## Problem

$N=500$ hard spheres of diameter $\sigma$ fill a periodic cubic box of side $L$ and volume $V=L^3$ at packing fraction $\eta=\pi\rho\sigma^3/6=0.3$, with $\rho=N/V$. The ensemble is canonical and the state is a single fluid phase. Lengths are in $\sigma$ and pressures in $k_BT/\sigma^3$. For SI values use a model colloid with assumed $\sigma=100$ nm and $T=298$ K.

Conventions: $g_N(\mathbf r)=\rho^{(2)}_N(\mathbf r)/\rho^2$ is the canonical pair function. $g(r;\rho)=1+h(r;\rho)$ belongs to the infinite fluid. $S_0\equiv S(k\to0)=1+\rho\int h\,d^3r$, and $\beta=1/k_BT$.

Model inputs for the infinite fluid, both approximate:

- Carnahan–Starling (CS, 1969) equation of state: $Z=\beta P/\rho=\dfrac{1+\eta+\eta^2-\eta^3}{(1-\eta)^3}$.
- Percus–Yevick (PY) solution of Wertheim and Thiele (1963), with $x=r/\sigma$:
$$\int_0^\infty x\,g\,e^{-tx}dx=\frac{t\,\Lambda(t)}{12\eta\,f(t)},\qquad f=\Lambda+\Sigma\,e^{t},$$
$$\Lambda=12\eta\left[(1+\tfrac{\eta}{2})t+1+2\eta\right],\quad \Sigma=(1-\eta)^2t^3+6\eta(1-\eta)t^2+18\eta^2t-12\eta(1+2\eta).$$
Its compressibility and virial routes give $Z_c=\dfrac{1+\eta+\eta^2}{(1-\eta)^3}$ and $Z_v=\dfrac{1+2\eta+3\eta^2}{(1-\eta)^2}$.

Find (a) $\rho$, $L$ and $\rho\int g_N\,d^3r$; (b) the large-$r$ plateau of $g_N$ and its next correction; (c) the shifts of the contact value and of the pressure; (d) where in the box the plateau can be seen; (e) the bias of the running integral of $g_N-1$ at $R=L/2$.

## Why the formulas hold

**Normalisation.** With $Z_N=\int e^{-\beta U}d\mathbf r^N$,
$$\rho_N^{(2)}(\mathbf r_1,\mathbf r_2)=\frac{N(N-1)}{Z_N}\int e^{-\beta U}\,d\mathbf r_3\cdots d\mathbf r_N .$$
Integration over $\mathbf r_1$ and $\mathbf r_2$ gives $N(N-1)$. The periodic box is translation invariant, so one integration yields $V$. Hence $V\rho^2\int_V g_N\,d^3r=N(N-1)$, or
$$\rho\int_V g_N\,d^3r=N-1,\qquad 1+\rho\int_V(g_N-1)\,d^3r=0 .$$
This is exact. The integral runs over the whole minimum-image cell. In the open system the second expression equals $S_0>0$, so $g_N$ cannot tend to 1.

**Ensemble shift (Lebowitz and Percus, 1961).** In the same box, the grand-canonical pair density is a weighted mean of canonical ones: $\rho^2g=\sum_{N'}p(N')\,\rho^{(2)}_{N'}$. Choose $\mu$ so that $\langle N'\rangle=N$, treat $\rho^{(2)}_{N'}$ as smooth in $N'$, and expand about $N$. The linear term averages to zero:
$$\rho^2 g=\rho^2g_N+\tfrac12\langle\Delta N^2\rangle\,\partial_N^2\rho_N^{(2)}+\dots$$
The variance is $\langle\Delta N^2\rangle=k_BT\,\partial\langle N'\rangle/\partial\mu=N\rho k_BT\chi_T=NS_0$, with $\chi_T$ the isothermal compressibility. At fixed $V$, $\partial_N=V^{-1}\partial_\rho$, and $N/V^2=\rho^2/N$. The third central moment scales as $N$ and meets $V^{-3}$. The fourth scales as $N^2$ and meets $V^{-4}$. Both terms are $O(N^{-2})$. In the correction $g_N$ may be replaced by $g$ at the same cost. Dividing by $\rho^2$:
$$\boxed{g_N(r)=g(r)-\frac{S_0}{2N}\,\frac{\partial^2\left[\rho^2g(r;\rho)\right]}{\partial\rho^2}+O(N^{-2})}$$
The derivative is at fixed $T$ and fixed $r$. Where $h$ has decayed, $\partial_\rho^2\rho^2=2$ and $g_N\to1-S_0/N$.

Conditions: one phase, away from a critical point, so that $p(N')$ is a single narrow peak. The grand-canonical $g$ of the periodic box has been identified with that of the infinite fluid. The difference comes from periodic images and is sized in (d).

**Next order of the plateau.** Write the plateau of $V^2\rho_N^{(2)}$ as $N^2-NS_0(N/V)+c_2$. Its grand average must be $\langle N'\rangle^2$. Now $\langle N'^2\rangle=N^2+NS_0$, and $\langle N'S_0(N'/V)\rangle=NS_0+\tfrac12NS_0V^{-1}\partial_\rho^2(\rho S_0)$ up to $O(1/N)$. Therefore
$$g_N\to1-\frac{S_0}{N}+\frac{c_2}{N^2},\qquad c_2=\tfrac12\rho S_0\,\partial_\rho^2(\rho S_0).$$

**Exact test.** Place $N$ particles on $M$ sites with single occupancy and no other interaction, $y=N/M$. Then $g_N=(1-1/N)/(1-1/M)$ for any two distinct sites and $S_0=1-y$. Expansion at fixed $y$ gives $1-(1-y)/N-y(1-y)/N^2$, and the formula gives $c_2=-y(1-y)$. The limit $y\to0$ is the ideal gas, $g_N=1-1/N$.

## Solution

### (a) Box and normalisation

$\rho=6\eta/(\pi\sigma^3)=0.5730\,\sigma^{-3}$, $V=N/\rho=872.7\,\sigma^3$, $L=9.556\,\sigma$. The inscribed sphere has $R=L/2=4.778\,\sigma$. The cell corner lies at $\sqrt3L/2=8.276\,\sigma$.

SI: $\rho=573.0\ \mu\text{m}^{-3}$, $L=0.9556\ \mu$m, $k_BT=4.114\times10^{-21}$ J, $\rho k_BT=2.357$ Pa.

A tagged sphere sees $\rho\int g_N\,d^3r=499$ others, against $\rho V=500$.

### (b) Plateau

Since $\rho\propto\eta$, $1/S_0=\partial(\beta P)/\partial\rho=d(\eta Z)/d\eta$. For CS,
$$S_0=\frac{(1-\eta)^4}{1+4\eta+4\eta^2-4\eta^3+\eta^4}=\frac{0.2401}{2.4601}=0.0976 .$$
The osmotic compressibility of the model colloid is $\chi_T=S_0/(\rho k_BT)=0.0414\ \text{Pa}^{-1}$.

$$S_0/N=1.95\times10^{-4},\qquad g_N\to0.99980 .$$
The ideal-gas value $1/N=2.0\times10^{-3}$ is ten times larger.

Next order: $\rho\,\partial_\rho^2(\rho S_0)=\eta\,(\eta S_0)''$, primes denoting $d/d\eta$. CS gives $S_0'=-0.7730$ and $S_0''=5.727$, so $(\eta S_0)''=2S_0'+\eta S_0''=0.172$. Then $c_2=2.5\times10^{-3}$ and $c_2/N^2=1.0\times10^{-8}$. The two terms of $(\eta S_0)''$ nearly cancel, so $c_2$ is sensitive to the equation of state: $Z_c$ gives $3.0\times10^{-3}$. Either value is negligible here.

Bookkeeping of the one missing particle, $\rho\int_V(g_N-1)\,d^3r=-1$:

| contribution | expression | particles |
|---|---|---|
| correlation hole of the infinite fluid | $S_0-1$ | $-0.9024$ |
| plateau, first order, times $\rho V$ | $-S_0$ | $-0.0976$ |
| local part of the $1/N$ term | $-\frac{\rho S_0}{2N}\partial_\rho^2[\rho(S_0-1)]=-c_2/N$ | $-5.0\times10^{-6}$ |
| plateau, second order, times $\rho V$ | $+c_2/N$ | $+5.0\times10^{-6}$ |

The third row uses $\rho^2\int h\,d^3r=\rho(S_0-1)$. The sum is $-1$, which confirms $c_2$ by a second route. Nine tenths of the missing particle is the local hole around the tagged sphere. One tenth is spread uniformly over the box.

A histogram normalised by $N(N-1)/V^2$ instead of $\rho^2$ yields $g_NN/(N-1)$. Its plateau lies above 1, by $(1-S_0)/(N-1)=1.81\times10^{-3}$. That normalisation suits the ideal gas. Here it increases the offset ninefold and reverses its sign.

### (c) Contact value and pressure

Scaling the coordinates with $L$ in $Z_N$ gives the virial theorem in the periodic canonical box, $\beta P_N/\rho=1+4\eta\,g_N(\sigma^+)$, with the contact value averaged over directions. The infinite fluid obeys $Z=1+4\eta\,g(\sigma^+)$. For CS,
$$g(\sigma^+)=\frac{1-\eta/2}{(1-\eta)^3}=2.4781,\qquad Z=3.9738 .$$
These digits are those of the CS model. They are kept only to display the shift.

Because $\partial_\rho^2(\rho^2g)=(\eta^2g)''$ and $\eta^2g(\sigma^+)=\eta(Z-1)/4$,
$$(\eta^2g)''=\tfrac14(\eta Z)''=\tfrac14(1/S_0)'=\frac{2+5\eta-\eta^2}{(1-\eta)^5}=\frac{3.41}{0.16807}=20.2892 .$$
Term by term, $2g+4\eta g'+\eta^2g''=4.9563+10.9954+4.3375$. Hence
$$\Delta g(\sigma^+)=-\frac{S_0}{2N}(\eta^2g)''=\frac{1}{8N}\frac{d\ln S_0}{d\eta}=-1.98\times10^{-3},$$
$$\Delta Z=4\eta\,\Delta g(\sigma^+)=-\frac{S_0\,\eta\,(\eta Z)''}{2N}=-2.38\times10^{-3}.$$
So $g_N(\sigma^+)=2.4762$ and $\beta P_N/\rho=3.9714$. In reduced units $P=2.277\,k_BT/\sigma^3$ and $\Delta P=-1.36\times10^{-3}\,k_BT/\sigma^3$. For the model colloid the osmotic pressure is $P=9.37$ Pa and $\Delta P=-5.60$ mPa.

The relative shift at contact is $-8.0\times10^{-4}$, which is 4.1 times the plateau shift. Multiplying $g_N$ by $1+S_0/N$ restores only the $2g$ term, about a quarter of the total.

Two tests of $\Delta Z$. At low density $\eta Z=\eta+4\eta^2$ and $S_0\to1$, so $\Delta Z=-4\eta/N$, the factor $1-1/N$ of $N(N-1)/2$ pairs. For hard rods on a ring of length $\ell$, $Z_N=\ell(\ell-N\sigma)^{N-1}$. With $y=N\sigma/\ell$ this gives $\beta P_N/\rho=1/N+(1-1/N)/(1-y)$, so $\Delta Z=-y/[(1-y)N]$. The formula, with $Z=1/(1-y)$ and $S_0=(1-y)^2$, returns the same expression.

Sensitivity to the equation of state, with the contact value defined through $Z=1+4\eta g(\sigma^+)$ in each row:

| input | $Z$ | $S_0$ | $10^4S_0/N$ | $10^3\Delta g(\sigma^+)$ | $10^3\Delta Z$ |
|---|---|---|---|---|---|
| CS | 3.974 | 0.0976 | 1.95 | $-1.98$ | $-2.38$ |
| PY compressibility | 4.052 | 0.0938 | 1.88 | $-2.05$ | $-2.46$ |
| PY virial | 3.816 | 0.1062 | 2.12 | $-1.81$ | $-2.18$ |

The third figure of each shift belongs to the chosen input. The spread in $Z$ far exceeds $|\Delta Z|$. The formula therefore corrects a simulated pressure. It does not predict $P_N$ from an approximate $Z$.

### (d) Where the plateau is visible

"Large $r$" means $|h(r)|\ll S_0/N$. The tail of $h$ comes from the zeros of $f$. At $\eta=0.3$,
$$\Lambda=4.14\,t+5.76,\qquad\Sigma=0.49\,t^3+1.26\,t^2+1.62\,t-5.76 .$$
Closing the Laplace inversion to the left, the double pole at $t=0$ gives $xg=x$, and each other zero $t_n$ adds $A_ne^{t_nx}$ to $xh$, with $A_n=t_n\Lambda(t_n)/[12\eta f'(t_n)]$. Newton iteration gives the pair nearest the imaginary axis,
$$t_1=-1.437\pm6.058\,i,\qquad 2|A_1|=3.33 .$$
The other pairs decay faster. The PY envelope of the tail is
$$h_{\rm env}(r)=3.33\,\frac{\sigma}{r}\,e^{-1.437\,r/\sigma}.$$

- At $r=L/2=4.778\,\sigma$: $h_{\rm env}=7.3\times10^{-4}$, or 3.7 times $S_0/N$.
- $h_{\rm env}=S_0/N$ at $r=5.58\,\sigma$, outside the inscribed sphere.
- At the corner, $r=8.276\,\sigma$: $h_{\rm env}=2.8\times10^{-6}$.

Periodic images add a second size effect. Estimate it by superposition (Pratt and Haan, 1981): the pair function of the periodic system is approximated by $\prod_{\mathbf n}g(|\mathbf r+\mathbf nL|)$ over integer vectors $\mathbf n$. At a face centre one image is as close as the particle itself, so the tail counts twice. At a corner eight copies are equidistant and give at most $2.2\times10^{-5}$, or 11% of $S_0/N$. At contact the six nearest images are at least $L-\sigma=8.556\,\sigma$ away, where $h_{\rm env}=1.78\times10^{-6}$. In this estimate they change $g(\sigma^+)$ by less than $6\times2.48\times1.78\times10^{-6}=2.6\times10^{-5}$, about 1% of $\Delta g(\sigma^+)$. Part (c) stands.

Inside $r\le L/2$ the plateau is thus only an offset of the centre line of oscillations that are larger than the offset. It stands clear of them only towards the cell corners.

### (e) Running integral

Define $S_N(R)=1+\rho\int_{r<R}(g_N-1)\,d^3r$, and $S(R)$ likewise for the infinite fluid. Let $v=4\pi R^3/3$. For $R$ beyond the correlation hole, the entries of the table in (b) give
$$S_N(R)=S(R)-S_0\frac{v}{V}-\frac{c_2}{N}\left(1-\frac vV\right).$$
The last term is below $5.0\times10^{-6}$ and is dropped. At $R=L/2$, $v/V=\pi/6=0.5236$ for any $N$. The drift is
$$-S_0\,\pi/6=-0.0511,\qquad S_0(1-\pi/6)=0.0465 .$$
A pointwise offset of $2\times10^{-4}$ removes 52% of $S_0$, because it is summed over the $\rho v=262$ particles in the sphere. A larger box does not cure this if $R$ is kept at $L/2$.

Truncation competes with the drift. With $4\pi\rho\sigma^3=24\eta=7.2$ and $X=R/\sigma$,
$$S(R)-S_0=-24\eta\int_X^\infty x\,(xh)\,dx,\qquad\int_X^\infty xe^{tx}dx=-e^{tX}\,\frac{tX-1}{t^2}.$$
The amplitude of the oscillation is $24\eta\cdot2|A_1|\,e^{-1.437X}|t_1X-1|/|t_1|^2$. At $X=4.778$, $|t_1X-1|=29.99$ and $|t_1|^2=38.76$, which gives 0.019. This is over a third of the drift and cannot be ignored. It oscillates in $R$ with period $2\pi\sigma/6.058=1.04\,\sigma$, while the drift is monotonic.

Images enter only near the six face centres. A sphere of radius $R+u$ about an image cuts the inscribed sphere in a cap of area $\approx\pi Ru$. Integrating $u\,e^{t_1u/\sigma}$ over $u$ gives $\sigma^2/t_1^2$, so the six images contribute about $6\rho\,h_{\rm env}(R)\,\pi R\sigma^2/|t_1|^2=1.0\times10^{-3}$ at most, which is small against both terms.

For the centre line $\bar S_N(R)$ of the oscillations, $S_0=\bar S_N(R)/(1-v/V)$. In the model colloid an uncorrected $\bar S_N(L/2)=0.0465$ would be read as $\chi_T=0.0197\ \text{Pa}^{-1}$, against the model's $0.0414\ \text{Pa}^{-1}$.